Student: You gave two stability conditions for the cooled stirred tank. I think one is enough. If the heat-removal line is steeper than the heat-release curve at the steady state, a small rise in temperature is cooled away.

Lecturer: That argument lets the composition adjust at once to each temperature, which it cannot. Take a jacketed slurry tank fed with alkene in a solvent at number density c0, residence time τ, under constant hydrogen pressure. Assume perfect mixing, a rate first order in alkene, liquid saturated with hydrogen, and a constant heat capacity C per volume. Each molecule converted releases Q > 0. Let τc be the cooling time of the contents through the jacket, b = τ/τc, and T0 = (Tfeed + b·Tcoolant)/(1 + b). With conversion x, time in units of τ, y = (T − T0)/θ and θ = kB·T0²/E,

x' = −x + Da(1 − x)exp(y)
y' = −(1 + b)y + B·Da(1 − x)exp(y).

Here Da = k(T0)·τ, B = ΔTad/θ and ΔTad = Q·c0/C. The factor exp(y) approximates the Arrhenius factor exp[y/(1 + y/γ)], with γ = E/(kB·T0). We scan Da through the catalyst loading, so b stays fixed.

Student: The steady states have y = Bx/(1 + b) and Da = [x/(1 − x)]·exp[−Bx/(1 + b)].

Lecturer: There the rate term equals x, its y-derivative is x and its x-derivative is −x/(1 − x). The Jacobian has rows (−1/(1 − x), x) and (−Bx/(1 − x), Bx − 1 − b), so

det = [1 + b − Bx(1 − x)]/(1 − x)
tr = Bx − (1 + b) − 1/(1 − x).

Stability needs det > 0 and tr < 0. The first is your slope condition, Bx(1 − x) < 1 + b. It is equivalent to dDa/dx > 0, since d ln Da/dx = 1/[x(1 − x)] − B/(1 + b). As x(1 − x) is at most 1/4, the curve folds and gives three states only for B > 4(1 + b). The second is the dynamic condition, Bx < 1 + b + 1/(1 − x).

Student: The trace is largest at 1 − x = 1/√B, where it is (√B − 1)² − 2 − b. So it vanishes somewhere once B exceeds Btr = (1 + √(2 + b))² = 3 + b + 2√(2 + b). Then that is the Hopf condition.

Lecturer: It is necessary, not sufficient. Put tr = 0 into the determinant: det = [(1 + b)x − 1]/(1 − x) = ω². Imaginary eigenvalues ±iω need x > 1/(1 + b). Otherwise the point is a saddle with eigenvalues of equal size and opposite sign, and nothing bifurcates. An adiabatic tank, b = 0, therefore has no Hopf point. The zeros of the trace solve Bx² − (B + 1 + b)x + 2 + b = 0, and at x = 1/(1 + b) that quadratic equals 1 + b − Bb/(1 + b)². It is negative for B > B1 = (1 + b)³/b, and then only the upper zero is a Hopf point. For Btr < B < B1 both zeros lie on one side of 1/(1 + b). They are born at x = w/(1 + w) with w = √(2 + b), which exceeds 1/(1 + b) when b·w > 1, that is for b > 0.618. So above 0.618 two Hopf points appear at Btr, and below it the single one waits for B1. Also Btr < 4(1 + b) when b > 7/9, and only then can a curve without folds, unique at every Da, contain unstable states. Uppal, Ray and Poore classified these regions in 1974.

Student: That is geometry in B and b. Do real alkenes reach any of it?

Lecturer: Take T0 = 320 K, so kB·T0 = 0.02758 eV, and a typical hydrocarbon value C = 0.0094 eV nm⁻³ K⁻¹, about 1.5 J cm⁻³ K⁻¹. The values of Q are approximate. The values of E are illustrative picks from the typical range of 0.25 to 0.45 eV on Pt or Pd. AMS is α-methylstyrene going to cumene. The densities 0.30, 1.8 and 3.0 nm⁻³ are 0.50, 3.0 and 5.0 mol per litre.

feed            Q/eV   E/eV   c0/nm⁻³   ΔTad/K   θ/K    γ      B
cyclohexene     1.23   0.30   0.30      39       29.4   10.9   1.33
cyclohexene     1.23   0.30   1.8       236      29.4   10.9   8.01
1-hexene        1.30   0.35   1.8       249      25.2   12.7   9.87
AMS             1.14   0.40   1.8       218      22.1   14.5   9.90
AMS             1.14   0.40   3.0       364      22.1   14.5   16.5

From here on B and γ are used as printed. With an illustrative τc = 125 s, b = 2, 3 and 6 mean τ = 250, 375 and 750 s, and b = 0.3 stands for a larger or poorly cooled vessel. These are the model's verdicts over a scan of Da.

case  feed, c0          b     B      4(1+b)  Btr     B1      max tr   verdict
1     cyclohexene 0.30  2     1.33   12      9       13.5    −3.98    unique, stable
2     cyclohexene 1.8   2     8.01   12      9       13.5    −0.65    unique, stable
3     1-hexene 1.8      2     9.87   12      9       13.5    0.59     unique, two Hopf
4     AMS 1.8           0.3   9.90   5.2     6.33    7.32    2.31     folds, one Hopf
5     AMS 1.8           6     9.90   28      14.66   57.17   −3.39    unique, stable
6     AMS 3.0           3     16.5   16      10.47   21.33   4.38     folds, two Hopf

Student: 1-Hexene has the largest Q and AMS the smallest, yet at 1.8 nm⁻³ their B is nearly the same.

Lecturer: Because B = Q·E·c0/(C·kB·T0²), and the molecule enters through the product Q·E. That is 0.369, 0.455 and 0.456 eV² for cyclohexene, 1-hexene and AMS. Among these alkenes Q varies by a factor 1.14 and the chosen E by 1.33, while c0 varies tenfold by the operator's decision. Cases 2 and 3 straddle Btr = 9 mostly through a difference of 0.05 eV in E, which a change of catalyst can produce, so do not read it as a property of the two molecules.

Student: And cases 4 and 5 show that cooling cures everything.

Lecturer: It cures the two instabilities at different rates. The fold threshold rises as 4b. In the determinant B is set against 1 + b because the steady temperature rise is divided by 1 + b, and it is weighted by x(1 − x) because depletion of alkene has time to act in full. The trace threshold rises only as b + 2√b at large b. In the trace B is weighted by x alone: a fast temperature excursion grows at the rate Bx − (1 + b) before depletion responds, and depletion only adds its own damping 1/(1 − x). Moderate cooling therefore removes the folds and leaves a gap Btr < B < 4(1 + b). Case 3 is in that gap. Its trace vanishes at x = 0.51 and 0.79, both above 1/3, at Da = 0.19 and 0.28. There ω² = 1.09 and 6.65, periods of 6.0 and 2.4 residence times. Between these points the only steady state repels while x and y stay bounded, so by the Poincaré–Bendixson theorem there is a limit cycle, although your slope test is passed at every x.

Student: In case 4 the trace also has two zeros.

Lecturer: At x = 0.27 and 0.86, with folds at 0.16 and 0.84 and 1/(1 + b) = 0.77. The first zero lies on the saddle branch. The second cuts a short unstable piece off the hot branch just above extinction. In case 6 the folds are at 0.41 and 0.59 and the Hopf points at 0.33 and 0.91, outside them, so everything from 0.33 to 0.91 is unstable. Whether the cycles start with small amplitude or by a jump needs the nonlinear terms, which we have not computed.

Student: I distrust exp(y). It needs y²/γ small. In case 3 at x = 0.79 we have y = 2.6 and y²/γ = 0.53, and B exceeds Btr by only a tenth.

Lecturer: You are right, and the repair is short. Let the dimensionless rate r(x, y) be arbitrary, equal to x at the steady state, with s = ∂ln r/∂y and local order n in alkene, and set m = n·x/(1 − x). The rows become (−1 − m, s·x) and (−B·m, B·s·x − 1 − b), so

det = (1 + b)(1 + m) − B·s·x
tr = B·s·x − (1 + b) − (1 + m),

and at tr = 0 the determinant is m·b − 1. For the Arrhenius factor s = 1/(1 + y/γ)². At your point B is in effect divided by 1.45. With n = 1 and β = B/(1 + b), det < 0 means βx(1 − x) > (1 + βx/γ)², a quadratic inequality with discriminant β²(1 − 4/γ) − 4β. Folds need B > 4(1 + b)·γ/(γ − 4), which raises the threshold by factors 1.58, 1.46 and 1.38 for our three γ. Since s < 1 raises det and lowers tr at every x, cases 1, 2 and 5 stay stable. For the other three:

case   B      fold threshold   max tr   verdict with Arrhenius factor
3      9.87   17.5             −1.05    unique, stable
4      9.90   7.18             −0.19    folds, no Hopf
6      16.5   22.1             0.78     unique, two Hopf

Student: So all three interesting verdicts change.

Lecturer: They do. At γ between 10 and 15 the exponential form gives the order of the regimes as B and b vary, and it errs toward instability, but it cannot place a case near a boundary. In case 6 the unstable window shrinks to x between 0.447 and 0.785, or 361 to 391 K. Both ends have m·b > 1 and are Hopf points. In case 4 the hot branch approaches 488 K, where evaporation, which we ignored, would take up heat.

Student: My larger objection is chemical. These hydrogenations are usually close to zero order in alkene at molar concentrations, and the hydrogen has to cross the gas–liquid surface.

Lecturer: The general form handles both. At zero order m = 0, so m·b − 1 < 0 and no Hopf point exists in that range: depletion does not feed back on the rate, and a cycle needs that delayed brake. The slope condition becomes B·s·x < 1 + b, which is harder to satisfy. In the exponential form it can fail once B > 1 + b, a quarter of the first-order threshold, and case 2 would fail it above x = 0.37. On ignition, then, the first-order model is not on the safe side. The order returns toward one when the alkene is nearly used up, so Hopf points are pushed toward high conversion.

Student: And the hydrogen?

Lecturer: Take the rate first order in dissolved hydrogen, with a largest supply S = kLa·c* treated as independent of temperature. Then 1/r = 1/rkin + 1/S, where rkin is the rate at saturation. Differentiating, both s and n are multiplied by φ = r/rkin = 1 − r/S, the fractional saturation. This needs quasi-steady dissolved hydrogen, which holds: a typical kLa = 0.5 s⁻¹ gives 2 s against τ = 375 s. The trace is φ(B·s·x − m) − (2 + b). In case 6 the bracket is at most 5.78, near x = 0.65, against 2 + b = 5. At φ = 0.85 the trace is already −0.09. The demand at that state is c0·x/τ = 0.0052 nm⁻³ s⁻¹. An approximate solubility c* = 0.020 nm⁻³ at 10 bar gives S = 0.010 nm⁻³ s⁻¹ and φ = 0.48, well inside the stable range.

Student: Does the steel matter too?

Lecturer: If wall and retained catalyst follow the liquid temperature, the whole y equation is divided by L, the total heat capacity over that of the liquid. The sign of det is unchanged and tr = (B·s·x − 1 − b)/L − 1 − m. In case 6 with saturated liquid the window closes for L above 1.29, which a thick-walled laboratory autoclave typically exceeds. So the window from 361 to 391 K belongs to the first-order, hydrogen-saturated model. A real AMS slurry under such conditions is typically limited by hydrogen supply, on our inputs to about half the saturated rate, and is then not expected to show this oscillation.

Student: Then for measuring kinetics I take case 1 and forget the rest.

Lecturer: Take case 1, but keep a thermometer in the liquid. It is far from both thresholds, yet the model's steady rise approaches ΔTad/(1 + b) = 13 K at high conversion, y = 0.44, which multiplies the rate constant by about 1.6 in the exponential form and 1.5 with the Arrhenius factor. The rise is counted from T0, which is the jacket temperature only if the feed enters at that same temperature. A rate assigned to T0 would be wrong by that factor in a tank that is perfectly stable.